\section{Detailed balance for the dynamic structure factor}

A probe that transfers momentum $\hbar\mathbf q$ and energy $\hbar\omega$ to an electron system through its density measures the dynamic structure factor $S(\mathbf q,\omega)$. Positive $\omega$ is the Stokes side, where the probe loses energy, and negative $\omega$ is the anti-Stokes side. In thermal equilibrium the two sides are tied by a Boltzmann factor, whatever the interactions. We derive the relation, show it on a three-site ring, and then solve a two-mode model for the coupled plasmon--phonon Raman lines of $n$-type GaAs.

\subsection{The general statement}

Let $\rho_{\mathbf q}=\sum_{j=1}^{N}e^{-i\mathbf q\cdot\mathbf r_j}$, so that $\rho_{\mathbf q}^{\dagger}=\rho_{-\mathbf q}$ adds momentum $\hbar\mathbf q$. Let $|m\rangle$ be the exact eigenstates of the full Hamiltonian $H$, with energies $E_m$, weights $p_m=e^{-\beta E_m}/Z$, $\beta=1/k_BT$ and $\omega_{nm}=(E_n-E_m)/\hbar$. The Lehmann form, normalised per electron and per unit angular frequency, is
\begin{equation}
S(\mathbf q,\omega)=\frac1N\sum_{m,n}p_m\,|\langle n|\rho_{\mathbf q}^{\dagger}|m\rangle|^2\,\delta(\omega-\omega_{nm}).
\label{eq:lehmann}
\end{equation}
Every term is non-negative, so $S\ge0$. Reverse both arguments, which turns $\rho_{\mathbf q}^\dagger$ into $\rho_{\mathbf q}$, exchange the dummy labels $m$ and $n$, and use $\langle m|\rho_{\mathbf q}|n\rangle=\langle n|\rho_{\mathbf q}^\dagger|m\rangle^*$, $\omega_{mn}=-\omega_{nm}$ and the evenness of $\delta$:
\begin{equation}
S(-\mathbf q,-\omega)=\frac1N\sum_{m,n}p_n\,|\langle n|\rho_{\mathbf q}^{\dagger}|m\rangle|^2\,\delta(\omega-\omega_{nm}).
\end{equation}
This differs from Eq.~\eqref{eq:lehmann} only in the weight, $p_n=p_me^{-\beta\hbar\omega_{nm}}$, and the delta function fixes $\omega_{nm}=\omega$. Hence
\begin{equation}
S(-\mathbf q,-\omega)=e^{-\beta\hbar\omega}\,S(\mathbf q,\omega).
\label{eq:general}
\end{equation}
Nothing was used but Boltzmann weights and the adjoint. The grand-canonical ensemble gives the same result because $\rho_{\mathbf q}$ conserves $N$, and the proof holds for any operator $A$ in place of $\rho_{\mathbf q}^\dagger$, with $A^\dagger$ on the negative-frequency side.

To relate the two sides at the \emph{same} $\mathbf q$ one needs $S(-\mathbf q,\omega)=S(\mathbf q,\omega)$. A unitary symmetry of $H$ that sends $\mathbf q$ to $-\mathbf q$, such as inversion, supplies it. So does time reversal $\Theta$. It leaves positions unchanged and conjugates numbers, so $\Theta\rho_{\mathbf q}^\dagger\Theta^{-1}=\rho_{\mathbf q}$ and $|\langle\Theta n|\rho_{\mathbf q}|\Theta m\rangle|=|\langle n|\rho_{\mathbf q}^\dagger|m\rangle|$. If $H$ commutes with $\Theta$, the states $|\Theta m\rangle$ form a complete set with the same energies, and the two sums coincide. With either symmetry,
\begin{equation}
S(\mathbf q,-\omega)=e^{-\beta\hbar\omega}\,S(\mathbf q,\omega).
\label{eq:db}
\end{equation}
Zinc-blende GaAs has no inversion centre. In zero magnetic field, time reversal secures Eq.~\eqref{eq:db} for every direction of $\mathbf q$, with spin--orbit coupling included. At $T=0$ only ground states carry weight and $\omega_{nm}\ge0$, so $S(\mathbf q,\omega)=0$ for $\omega<0$. This conclusion needs no symmetry.

\subsection{One electron on three sites}

On a two-site ring the only nonzero wavevector is $\pi$, equivalent to $-\pi$, and Eqs.~\eqref{eq:general} and \eqref{eq:db} cannot be told apart. Three sites suffice. Take one spinless electron on sites $j=0,1,2$ with unit spacing and periodic closure,
\begin{equation}
H=-t\sum_{j}\left(e^{i\varphi}|j+1\rangle\langle j|+e^{-i\varphi}|j\rangle\langle j+1|\right),\qquad t>0 .
\end{equation}
The phase $\varphi$ represents a magnetic flux through the ring, with $3\varphi=2\pi$ for one flux quantum $h/e$. Both time reversal and the reflection $j\to-j$ change the sign of $\varphi$. The states $|k\rangle=3^{-1/2}\sum_je^{ikj}|j\rangle$ with $k=0,\pm Q$ and $Q=2\pi/3$ are eigenstates with $\epsilon_k=-2t\cos(k-\varphi)$, that is
\begin{equation}
\epsilon_0=-2t\cos\varphi,\qquad \epsilon_{\pm}=t\cos\varphi\mp\sqrt3\,t\sin\varphi .
\end{equation}
The operator $\rho_q^\dagger=\sum_je^{iqj}|j\rangle\langle j|$ maps $|k\rangle$ to $|k+q\rangle$ with unit amplitude, and $2Q\equiv-Q$. Equation~\eqref{eq:lehmann} becomes
\begin{equation}
S(q,\omega)=\sum_kp_k\,\delta\!\left(\omega-\frac{\epsilon_{k+q}-\epsilon_k}{\hbar}\right).
\end{equation}
For $q=Q$ the transitions run $0\to+\to-\to0$, and for $q=-Q$ the cycle is reversed.

\emph{No flux.} At $\varphi=0$ the levels are $-2t,\,t,\,t$. With $x=e^{-3\beta t}$ the weights are $p_0=1/(1+2x)$ and $p_\pm=x/(1+2x)$. The function $S(Q,\omega)$ has a Stokes line at $\hbar\omega=3t$ of weight $p_0$, an elastic line of weight $p_+$, and an anti-Stokes line at $-3t$ of weight $p_-$. The ratio $p_-/p_0=x$ is Eq.~\eqref{eq:db}. For $3t=k_BT$ the weights are 0.576, 0.212 and 0.212, and the ratio is $e^{-1}=0.368$. As $T\to0$, $x\to0$ and the Stokes line alone survives.

\emph{Quarter flux quantum.} At $\varphi=\pi/6$ the levels are equally spaced, $\epsilon_0=-\Delta$, $\epsilon_+=0$, $\epsilon_-=\Delta$, with $\Delta=\sqrt3\,t$. With $x=e^{-\beta\Delta}$ the weights stand as $p_0:p_+:p_-=1:x:x^2$, which for $\Delta=k_BT$ gives 0.665, 0.245 and 0.090. The line weights are
\begin{center}
\begin{tabular}{lcccc}
\hline
$\hbar\omega$ & $-2\Delta$ & $-\Delta$ & $+\Delta$ & $+2\Delta$\\
\hline
$S(Q)$ & $p_-=0.090$ & none & $p_0+p_+=0.910$ & none\\
$S(-Q)$ & none & $p_++p_-=0.335$ & none & $p_0=0.665$\\
\hline
\end{tabular}
\end{center}
Equation~\eqref{eq:db} fails outright, since the Stokes line of $S(Q)$ at $+\Delta$ has no partner at $-\Delta$ in the same row. Equation~\eqref{eq:general} holds across the rows: $(p_++p_-)/(p_0+p_+)=x=0.368$ and $p_-/p_0=x^2=0.135$. The anti-Stokes partner of a process at $q$ is its reverse, and the reverse belongs to $-q$.

\subsection{Two coupled modes in $n$-GaAs}

In a doped polar semiconductor the long-wavelength density fluctuation of the conduction electrons and the longitudinal optical (LO) vibration share one macroscopic electric field. The smallest model has two longitudinal coordinates per wavevector. Let $u$ be the displacement of the electron fluid (density $n$, effective mass $m$) and $X=\sqrt{nm}\,u$, and let $Y$ be the mass-weighted relative displacement of the two sublattices, with transverse (TO) frequency $\omega_T$. In SI form the polarisations are $P_e=-neu=-\sqrt{\varepsilon_0\varepsilon_\infty}\,\omega_pX$ and $P_i=\sqrt{\varepsilon_0\varepsilon_\infty}\,\Omega Y$, where $\omega_p^2=ne^2/\varepsilon_0\varepsilon_\infty m$ and $\Omega$ measures the ionic charge. A longitudinal polarisation costs the energy density $(P_e+P_i)^2/2\varepsilon_0\varepsilon_\infty$, so the potential energy density is $\tfrac12\omega_T^2Y^2+\tfrac12(\Omega Y-\omega_pX)^2$, with kinetic part $\tfrac12(\dot X^2+\dot Y^2)$. Without electrons $Y$ oscillates at the LO frequency, which fixes $\Omega^2=\omega_L^2-\omega_T^2$. The dynamical matrix is
\begin{equation}
D=\begin{pmatrix}\omega_p^2&-\omega_p\Omega\\-\omega_p\Omega&\omega_L^2\end{pmatrix},
\end{equation}
with trace $\omega_p^2+\omega_L^2$ and determinant $\omega_p^2\omega_T^2$. Its eigenvalues are
\begin{equation}
\omega_\pm^2=\tfrac12\left[\omega_L^2+\omega_p^2\pm\sqrt{(\omega_L^2-\omega_p^2)^2+4\omega_p^2\Omega^2}\right],
\end{equation}
the squared frequencies of the modes $L_\pm$. They are the zeros of $\varepsilon(\omega)=\varepsilon_\infty[(\omega_L^2-\omega^2)/(\omega_T^2-\omega^2)-\omega_p^2/\omega^2]$. The squared $X$ components $c_\pm^2$ of the normalised eigenvectors obey $c_+^2+c_-^2=1$ and $c_+^2\omega_+^2+c_-^2\omega_-^2=D_{11}=\omega_p^2$, so
\begin{equation}
c_-^2=\frac{\omega_+^2-\omega_p^2}{\omega_+^2-\omega_-^2},\qquad c_+^2=\frac{\omega_p^2-\omega_-^2}{\omega_+^2-\omega_-^2}.
\end{equation}

Expand $X(\mathbf r)=V^{-1/2}\sum_{\mathbf q}X_{\mathbf q}e^{i\mathbf q\cdot\mathbf r}$ in a volume $V$ with $N=nV$. Continuity, $\delta n=-n\nabla\cdot\mathbf u$, gives $\rho_{\mathbf q}=-iq\sqrt{N/m}\,X_{\mathbf q}$. Quantisation gives $H=\sum_{\mathbf q,s}\hbar\omega_s(b^\dagger_{\mathbf qs}b_{\mathbf qs}+\tfrac12)$ with $s=\pm$, and
\begin{equation}
X_{\mathbf q}=\sum_sc_s\sqrt{\frac{\hbar}{2\omega_s}}\left(b_{\mathbf qs}+b^\dagger_{-\mathbf qs}\right).
\end{equation}
Thus $\rho_{\mathbf q}^\dagger$ either creates a quantum at $\mathbf q$ or destroys one at $-\mathbf q$, and the mirror position of the anti-Stokes line rests on the equal frequencies of the modes at $\pm\mathbf q$. A mode with $x_s=e^{-\beta\hbar\omega_s}$ holds $\nu$ quanta with probability $p_\nu=(1-x_s)x_s^\nu$. The step $\nu\to\nu+1$ has squared matrix element $\nu+1$ and weight $p_\nu$, and the step $\nu+1\to\nu$ has the same squared matrix element and weight $x_sp_\nu$. Balance holds rung by rung. The sums are $\sum_\nu p_\nu(\nu+1)=1/(1-x_s)=\bar n_s+1$ and $\sum_\nu p_\nu\nu=x_s/(1-x_s)=\bar n_s$, the Bose occupation, so
\begin{equation}
S(\mathbf q,\omega)=\frac{\hbar q^2}{2m}\sum_{s=\pm}\frac{c_s^2}{\omega_s}\left[(\bar n_s+1)\,\delta(\omega-\omega_s)+\bar n_s\,\delta(\omega+\omega_s)\right].
\label{eq:twomode}
\end{equation}
This is exact for the model. Each pair of lines has the ratio $\bar n_s/(\bar n_s+1)=e^{-\beta\hbar\omega_s}$, as Eq.~\eqref{eq:db} demands, the weights are positive, and $\bar n_s\to0$ removes the anti-Stokes side at $T=0$. The mixing coefficients cancel in the ratio. The first moment is $\int\omega S\,d\omega=(\hbar q^2/2m)\sum_sc_s^2=\hbar q^2/2m$ at any temperature, which is the $f$-sum rule for a parabolic band.

\subsection{Numbers at $10^{17}\,\mathrm{cm^{-3}}$ and 300 K}

The inputs are compiled measured values: $m=0.067\,m_e$ (0 K, Vurgaftman 2001), $\varepsilon_\infty=10.88$ (300 K, Skelton 2020), $\omega_L=293\,\mathrm{cm^{-1}}$ and $\omega_T=271\,\mathrm{cm^{-1}}$ (temperature not stated, Han 2011). Frequencies are quoted as wavenumbers, $\omega/2\pi c$. The static constant implied by the model is the Lyddane--Sachs--Teller value $\varepsilon_\infty\omega_L^2/\omega_T^2=12.72$, which lies 1.2 per cent below the compiled 12.87 (300 K, Rakita 2019); this indicates how well inputs from separate compilations fit together. The 0 K mass is used at 300 K and the band is treated as parabolic. These choices move the lines through $\omega_p\propto m^{-1/2}$ and leave the relation between ratio and frequency untouched. With a free-electron density $n=10^{17}\,\mathrm{cm^{-3}}$ one finds $\omega_p=110.9\,\mathrm{cm^{-1}}$ and $\Omega=111.4\,\mathrm{cm^{-1}}$, and $k_BT=25.85$ meV corresponds to $208.5\,\mathrm{cm^{-1}}$. The model's results follow, with line weights in units of $\hbar q^2/2m\omega_p$, that is $c_s^2(\omega_p/\omega_s)(\bar n_s+1)$ and $c_s^2(\omega_p/\omega_s)\bar n_s$.
\begin{center}
\begin{tabular}{lccccccc}
\hline
 & $\omega_s$ (cm$^{-1}$) & $c_s^2$ & $\beta\hbar\omega_s$ & $\bar n_s$ & Stokes & anti-Stokes & ratio\\
\hline
$L_-$ & 101.4 & 0.974 & 0.486 & 1.60 & 2.77 & 1.70 & 0.615\\
$L_+$ & 296.4 & 0.026 & 1.422 & 0.318 & 0.0128 & 0.0031 & 0.241\\
\hline
\end{tabular}
\end{center}
At this density the plasmon-like line is $L_-$, with a quantum of 12.6 meV. It lies below $\omega_p$ because the lattice screens it. Its quantum is about half of $k_BT$, so the anti-Stokes line is strong. At 77 K and unchanged frequency its ratio would fall to 0.150. The total weight, the static structure factor, is 4.48 in the units of the table. The classical limit $\bar n_s+\tfrac12\to k_BT/\hbar\omega_s$, in which the two sides become equal, gives $S(q)=(q^2k_BT/m)(D^{-1})_{11}=q^2k_BT\omega_L^2/m\omega_p^2\omega_T^2$, or 4.39. The total weight is therefore classical to about 2 per cent while the asymmetry between the sides is large, because the asymmetry starts at first order in $\beta\hbar\omega$ and the correction to the sum, which contains $\coth(\beta\hbar\omega_s/2)$, starts at second order.

The line positions are those of the limit $q\to0$. The zero-temperature Fermi energy is $\hbar^2(3\pi^2n)^{2/3}/2m=11.7$ meV, so $k_BT/E_F=2.2$ and classical statistics serve for an estimate. The thermal velocity is $v=\sqrt{k_BT/m}=2.6\times10^7$ cm/s and the Debye wavevector referred to $\varepsilon_\infty$ is $q_D=\omega_p/v=8.0\times10^5\,\mathrm{cm^{-1}}$. Averaging $(\omega-qv_x)^{-2}$ over the Maxwell distribution multiplies the electron term of $\varepsilon$ by $1+3q^2v^2/\omega^2+\dots$, the Bohm--Gross correction, which at $\omega=\omega_p$ is $3q^2/q_D^2$. Take an assumed laser wavelength of 1064 nm ($9398\,\mathrm{cm^{-1}}$, 1.165 eV), below the compiled gap of 1.42 eV (300 K, Wing 2021), and $\sqrt{\varepsilon_\infty}=3.30$ as an estimate of the refractive index. Backscattering then transfers $q=3.9\times10^5\,\mathrm{cm^{-1}}$, or $q/q_D=0.49$, and the correction is about 0.7. In that geometry the model fails for the position of $L_-$: the correction pushes the line up by tens of per cent, and the phase velocity is only about $2v$, so Landau damping is strong. The correction stays below 5 per cent for $q<1.0\times10^5\,\mathrm{cm^{-1}}$, an internal scattering angle below about $30^\circ$, and the tabulated frequencies apply there.

\subsection{Broad lines}

Collisions broaden $L_-$ even at small $q$. A typical mobility of $4000\,\mathrm{cm^2/V\,s}$ at this doping gives the Drude rate $\gamma=e/m\mu=35\,\mathrm{cm^{-1}}$, a third of the line frequency. Friction can be added without leaving the class of exactly solved models by coupling $X$ linearly to a dense set of harmonic oscillators, with the static shift compensated. The enlarged system is harmonic and in equilibrium, so Eq.~\eqref{eq:twomode} holds with the sum running over all its normal modes $\lambda$. Define $G(\omega)=\sum_\lambda c_\lambda^2/[\omega_\lambda^2-(\omega+i0)^2]$, whose imaginary part is $\sum_\lambda(\pi c_\lambda^2/2\omega_\lambda)[\delta(\omega-\omega_\lambda)-\delta(\omega+\omega_\lambda)]$. With $\bar n(\omega)=1/(e^{\beta\hbar\omega}-1)$ and $1+\bar n(-\omega)=-\bar n(\omega)$,
\begin{equation}
S(\mathbf q,\omega)=\frac{\hbar q^2}{\pi m}\,[1+\bar n(\omega)]\,\mathrm{Im}\,G(\omega),
\label{eq:fdt}
\end{equation}
which is the fluctuation--dissipation theorem for this model. For a bath that produces the force $-\gamma\dot X$, eliminating $Y$ from the equations of motion gives
\begin{equation}
G(\omega)=\left[\omega_p^2\,\frac{\omega_T^2-\omega^2}{\omega_L^2-\omega^2}-\omega^2-i\gamma\omega\right]^{-1}.
\label{eq:G}
\end{equation}
Since $\mathrm{Im}\,G$ is odd in $\omega$, $S(-\omega)/S(\omega)=\bar n/(1+\bar n)=e^{-\beta\hbar\omega}$ at every frequency, for any $\gamma$. The statement is pointwise and does not refer to peaks. The factor $e^{-\beta\hbar\omega}$ tilts the anti-Stokes band toward zero shift, so the two maxima are not mirror images. With $\gamma=35\,\mathrm{cm^{-1}}$, Eqs.~\eqref{eq:fdt} and \eqref{eq:G} put the Stokes maximum of the lower band at $98.8\,\mathrm{cm^{-1}}$ and the anti-Stokes maximum at $-98.1\,\mathrm{cm^{-1}}$, with a ratio of peak heights of 0.624. Combining that ratio with the undamped frequency $101.4\,\mathrm{cm^{-1}}$ would return 309 K for a system at 300 K. The quantity that is free of the line shape is $\ln[S(\omega)/S(-\omega)]$, a straight line in $\omega$ through the origin with slope $\hbar/k_BT$.

\subsection{From $S$ to Raman counts}

Light couples to $L_\pm$ through the electron density and also through the lattice displacement and the electric field, which modulate the optical susceptibility. Each mechanism, or their coherent sum, defines a Raman operator $A$ linear in $X$ and $Y$, and the proof of Eq.~\eqref{eq:general} applies to the pair $A$, $A^\dagger$. That pair describes the Stokes process $\omega_1\to\omega_2$ and the reverse process $\omega_2\to\omega_1$. An experiment with one laser line $\omega_I$ compares $\omega_I\to\omega_I-\omega$ with $\omega_I\to\omega_I+\omega$, which are not reverses of one another, and optical factors enter. The photon count per incident photon scales as $\omega_I\omega_{\rm out}^3|\delta\chi|^2$, where $\omega_{\rm out}$ is the scattered frequency and $\delta\chi$ the fluctuation of the susceptibility. For a $\delta\chi$ independent of optical frequency and of $q$ this is the third power of $\omega_{\rm out}$. For free-carrier density scattering $\delta\chi\propto\delta n/\omega_I\omega_{\rm out}$ leaves the first power, and $S\propto q^2\simeq4k_Ik_{\rm out}\sin^2(\theta/2)$ at fixed scattering angle $\theta$, with $k_I$ and $k_{\rm out}$ the photon wavenumbers in the crystal, adds one more. With dispersion of the refractive index neglected,
\begin{equation}
\frac{I_{\rm AS}}{I_{\rm S}}=\left(\frac{\omega_I+\omega}{\omega_I-\omega}\right)^{p}e^{-\beta\hbar\omega},\qquad p=2\ \text{or}\ 3 .
\end{equation}
For $L_-$ and the 1064 nm line the bracket is 1.022, and the prefactor is 1.044 for $p=2$ and 1.067 for $p=3$. These look small, but they compete with an exponent of only 0.486, and omitting them turns 300 K into an apparent 329 K or 346 K. The nearby gap matters as much. If the amplitude is given the assumed single-oscillator form $1/(E_g^2-E^2)$, with $E$ the mean of the incident and scattered photon energies and $E_g=1.42$ eV, the anti-Stokes side gains a further factor of about 1.09.

The theorem requires that the weights $p_m$ be Boltzmann factors of the Hamiltonian that generates the dynamics. Carriers heated by the laser or by a field, a drifting electron gas, or an excess phonon population all violate this premise. In the two-mode model the ratio of each pair is then $\langle\nu\rangle_{-\mathbf q}/(\langle\nu\rangle_{\mathbf q}+1)$, with the actual mean occupations of the modes at $-\mathbf q$ and $\mathbf q$. After the optical factors are divided out, the model's equilibrium ratios 0.615 and 0.241 for $L_-$ and $L_+$ correspond to one temperature, and ratios that give two different temperatures signal that the two modes are not in mutual equilibrium.